Picture the hydroxyl group on aluminium as a rigid little arrow, with oxygen at its foot and hydrogen at its tip. Tipping the arrow should cost an energy that depends on the angle alone. It should also change the work function through the arrow's projection on the surface normal, whatever the height of the foot. The calculation contradicts both guesses. In both cases much seems to depend on how close the hydrogen comes to the metal, though for the work function the height of the oxygen matters too.

Rigid OH (bond length 1 Å) on a fixed three-layer Al(100) slab, 2×2 cell, tilted along the cell diagonal; points too close to the surface were skipped. Ansatz 0.2.0, PBE without dispersion correction, PAW, plane waves to 420 eV, 5×5×1 k mesh, collinear spin, dipole correction along z. Energies are free energies at a Gaussian smearing of 0.1 eV.

| place tilt (degree) | place height (Å) | energy over the lowest point of the map (eV) | work function (eV) |
| --- | --- | --- | --- |
| 0 | -0.500 | 4.530 | 4.670 |
| 0 | -0.280 | 3.752 | 4.560 |
| 0 | -0.060 | 3.172 | 4.280 |
| 0 | 0.200 | 2.252 | 3.900 |
| 0 | 0.550 | 0.969 | 3.410 |
| 0 | 1.050 | 0.000 | 3.200 |
| 15 | -0.500 | 4.559 | 4.660 |
| 15 | -0.280 | 3.771 | 4.560 |
| 15 | -0.060 | 3.210 | 4.310 |
| 15 | 0.200 | 2.317 | 3.940 |
| 15 | 0.550 | 1.038 | 3.470 |
| 15 | 1.050 | 0.043 | 3.270 |
| 30 | -0.500 | 4.862 | 4.640 |
| 30 | -0.280 | 3.984 | 4.560 |
| 30 | -0.060 | 3.408 | 4.350 |
| 30 | 0.200 | 2.534 | 4.030 |
| 30 | 0.550 | 1.243 | 3.610 |
| 30 | 1.050 | 0.170 | 3.440 |
| 45 | -0.500 | 5.983 | 4.590 |
| 45 | -0.280 | 4.889 | 4.510 |
| 45 | -0.060 | 4.105 | 4.340 |
| 45 | 0.200 | 3.058 | 4.110 |
| 45 | 0.550 | 1.616 | 3.790 |
| 45 | 1.050 | 0.381 | 3.710 |
| 60 | -0.280 | 7.040 | 4.440 |
| 60 | -0.060 | 5.913 | 4.290 |
| 60 | 0.200 | 4.328 | 4.130 |
| 60 | 0.550 | 2.327 | 3.950 |
| 60 | 1.050 | 0.702 | 4.010 |
| 75 | 0.550 | 3.755 | 4.050 |
| 75 | 1.050 | 1.226 | 4.270 |
| 90 | 0.550 | 5.951 | 4.090 |
| 90 | 1.050 | 2.117 | 4.440 |

**Tilt and energy**

The place tilt, $\theta$, is the angle between the O–H axis and the surface normal. The place height, $h$, is the height of oxygen above the top aluminium plane. Oxygen stays over the hollow between four top-layer atoms, and the tilt carries hydrogen towards one of them. Two rows at $h=1.05$ Å show the geometry best: the upright group, which sets the energy zero, and the flat one at 90°, which lies 2.12 eV higher.

In the upright row hydrogen is 2.88 Å from each of the four top-layer atoms. In the flat row it has come within 1.46 Å of one of them. Hydrogen already has its bond to oxygen, so bringing it this close to aluminium should mainly force occupied electron clouds into each other. The Pauli principle makes such overlap expensive, and its cost climbs steeply as the distance shrinks. The runs give only total energies, so this cause is inferred from the pattern and not measured separately.

If this contact is the cause, the same angle should cost more when the oxygen sits lower. From 45° on it does: a tilt of 45° costs 0.38 eV at the largest height and 1.45 eV at the smallest. A cost belonging to the angle alone would be the same in both places. At 15° and 30° the smaller costs show no steady rise as the oxygen goes down, which the contact picture leaves unexplained. The first 15° are cheap at every height, less than 0.1 eV. Symmetry explains this gentle start, because a small sideways step brings hydrogen nearer to one aluminium atom and takes it away from the opposite one, so that the first-order changes cancel.

**A model with four contacts**

The simplest way to put this into numbers is to let hydrogen repel each of the four top-layer atoms by an amount that decays exponentially with distance. The sideways distance from the hollow to each atom is $a=5.714\sqrt{2}/4=2.02$ Å, and the O–H bond is 1 Å long. In ångströms, the distance to the atom approached is therefore

$$d_1=\sqrt{(a-\sin\theta)^2+(h+\cos\theta)^2}.$$

Two atoms at the sides lie at $d_2=\sqrt{a^2+\sin^2\theta+(h+\cos\theta)^2}$, and the opposite one, at $d_3$, follows from $d_1$ with a plus sign in the first bracket. The upright group at the same height has four equal distances $d_0=\sqrt{a^2+(h+1)^2}$, whose repulsion has to be subtracted:

$$\Delta E=A\left(e^{-d_1/s}+2e^{-d_2/s}+e^{-d_3/s}-4e^{-d_0/s}\right).$$

The strength $A$ and the range $s$ were fitted to the tilt costs of all rows, giving 70.96 eV and 0.4088 Å. The two can trade against each other, so neither should be read as a property of hydrogen or aluminium. For the flat row at $h=1.05$ Å the distances are $d_1=1.46$, $d_2=2.49$, $d_3=3.20$ and $d_0=2.88$ Å. The four terms then give, in their order above,

$$\Delta E\approx 1.98+0.32+0.03-0.25=2.08\ \text{eV}.$$

The computed cost is 2.12 eV. This row was part of the fit, so the agreement is no prediction, but the sum shows where the energy sits in the model: nearly all of it comes from a single contact.

Other rows fare worse. With the flat group lowered to 0.55 Å the model falls 0.85 eV short of the computed 4.98 eV, and for the deepest group at 45° it is 0.37 eV too high. Over the tilted rows the typical miss is 0.28 eV, against 0.66 eV for a cost proportional to $1-\cos\theta$, which depends on the angle alone and has one fitted constant fewer. Contact distance thus captures most of the pattern, while a sum over pairs remains a crude picture of a metal whose electrons are shared.

**Height and energy**

The energy falls as oxygen is raised, at every tilt. The zero therefore lies at the edge of the heights covered and marks no equilibrium position. It also means that the tilt costs are those of a group held down by force. At the largest height the forces of the same runs, not tabulated here, show the energy still falling by about 0.7 eV per Å of further rise for the upright group, but by about 4.6 eV per Å for the flat one. A free group would lift itself as it tipped and pay less, and a metal surface allowed to give way would reduce the cost again.

The climb towards small heights is uneven. For the upright group the average slope is about 3.5 eV per Å just above the top plane, drops to 2.6 between −0.06 and −0.28 Å, and returns to 3.5 below that. Geometry suggests a reason, though nothing here tests it. As oxygen passes through the plane, its four neighbours there push it sideways and no longer upwards. Further down it runs into the second-layer atom directly beneath, which is only about 1.6 Å away at the lowest height. The gentler stretch is then a passage between two obstacles, and the energy gives no sign of a stable site below the surface.

**What the work function sees**

The work function follows the same two rows at $h=1.05$ Å. It is 3.20 eV with the group upright and 4.44 eV with it flat. Upright, the positive hydrogen end points away from the metal, and such a dipole layer makes it easier for an electron to leave. Laying the group flat removes the outward component and raises the work function by 1.24 eV.

Mere projection would make this change follow $\cos\theta$. A cosine drawn through the two end rows, however, lies 0.19 eV below the computed value at 60°. The dipole loses its effect faster than it turns. A likely reason is that tilting lowers the hydrogen into the outer electron cloud of the metal, where its charge is screened ever more completely. Well above that cloud, screening alone would leave the cosine intact, because a charge and its image in an ideal conductor form a dipole that simply grows in proportion to the height.

The lower rows show the fading more clearly. Going from upright to 45° raises the work function by 0.51 eV at the largest height and by 0.21 eV at 0.20 Å, and it changes it by only −0.08 eV at the lowest height. There the hydrogen of the upright group is just half an ångström above the top plane, well inside the electron cloud of the metal. An arrow buried in a conductor can turn almost unnoticed from outside.

The oddest feature is the response to height. Raising oxygen from 0.55 to 1.05 Å lowers the work function by 0.21 eV for the upright group, hardly alters it at 60°, and raises it by 0.35 eV for the flat group. Fixed point charges could not do this. Lifting them together changes the dipole by their total charge times the distance, and that product is the same at every tilt.

Two effects of opposite sign would account for the reversal, though no atomic charges are at hand to test them. When the upright group rises, its hydrogen end emerges from the screening cloud, and the dipole that lowers the work function comes into play. The flat group has no such outward arrow. What remains is the negative charge that the oxygen side draws from aluminium, as the chemistry of the two elements leads one to expect; carried outwards, it raises the work function. At 60° the two would nearly balance between the two largest heights, where the fall seen lower down gives way to a slight rise.

For an aluminium contact or gate, this suggests that the way hydroxyl groups stand can matter, here at a coverage of one group to four surface atoms. The full 1.24 eV should not be expected in practice, since the flat group pays 2.12 eV for its position at this fixed height. A lean of 30° costs only 0.17 eV there and already raises the work function by 0.24 eV. The table has no row for the clean surface, so the shift against bare aluminium cannot be read from it. Nor does a work function by itself reveal the tilt, because height acts on it as well. The printed output below holds both fits and most of the differences quoted here.

**Still open**

Which way does the group stand when it is free to choose its height? At the largest height, upright and 15° differ by only 0.04 eV, less than the error to be expected from so thin a slab, so a slight lean is not excluded. The telling calculation would let oxygen relax at each angle and tip the hydrogen towards the gap between two aluminium atoms as well as towards one of them. If close contact is what makes tilting expensive, the gap should be the cheaper direction.

Output of the analysis:

```
fit of cost on 33 rows: coefficient of exp(-dnear/s) + 2*exp(-dside/s) + exp(-dfar/s) - 4*exp(-dup/s) 70.96 +/- 2.3, s 0.4088; rms 0.253, worst 90 -0.852, leave-one-out rms 0.297
fit of cost on 33 rows: coefficient of 1 - cos(ang) 3.402 +/- 0.27; rms 0.598, worst 60 -1.59, leave-one-out rms 0.678
rms miss of H-Al repulsion model over tilted rows (eV): 0.2803
rms miss of angle-only model over tilted rows (eV): 0.6615
repulsion model less computed tilt cost, 45 degree, height -0.50 A (eV): 0.372
repulsion model less computed tilt cost, 60 degree, height 1.05 A (eV): -0.1022
tilt cost at 45 degree, height -0.50 A (eV): 1.453
tilt cost at 90 degree, height 0.55 A (eV): 4.982
nearest H-Al distance, 0 degree, height 1.05 A (A): 2.878
nearest H-Al distance, 90 degree, height 1.05 A (A): 1.464
nearest H-Al distance, 90 degree, height 0.55 A (A): 1.159
mean energy slope, 0 degree, from -0.50 to -0.28 A (eV/A): -3.536
mean energy slope, 0 degree, from -0.28 to -0.06 A (eV/A): -2.636
mean energy slope, 0 degree, from -0.06 to 0.20 A (eV/A): -3.538
distance of O to the second-layer Al below it, height -0.50 A (A): 1.607
work function change from 0 to 45 degree, height -0.50 A (eV): -0.08
work function change from 0 to 45 degree, height 0.20 A (eV): 0.21
work function change from 0 to 90 degree, height 1.05 A (eV): 1.24
effective normal dipole change for that tilt, Helmholtz (e A): 0.2237
cosine law less computed work function, 60 degree, height 1.05 A (eV): -0.19
work function change on raising O from 0.55 to 1.05 A, 0 degree (eV): -0.21
work function change on raising O from 0.55 to 1.05 A, 60 degree (eV): 0.06
work function change on raising O from 0.55 to 1.05 A, 90 degree (eV): 0.35
```
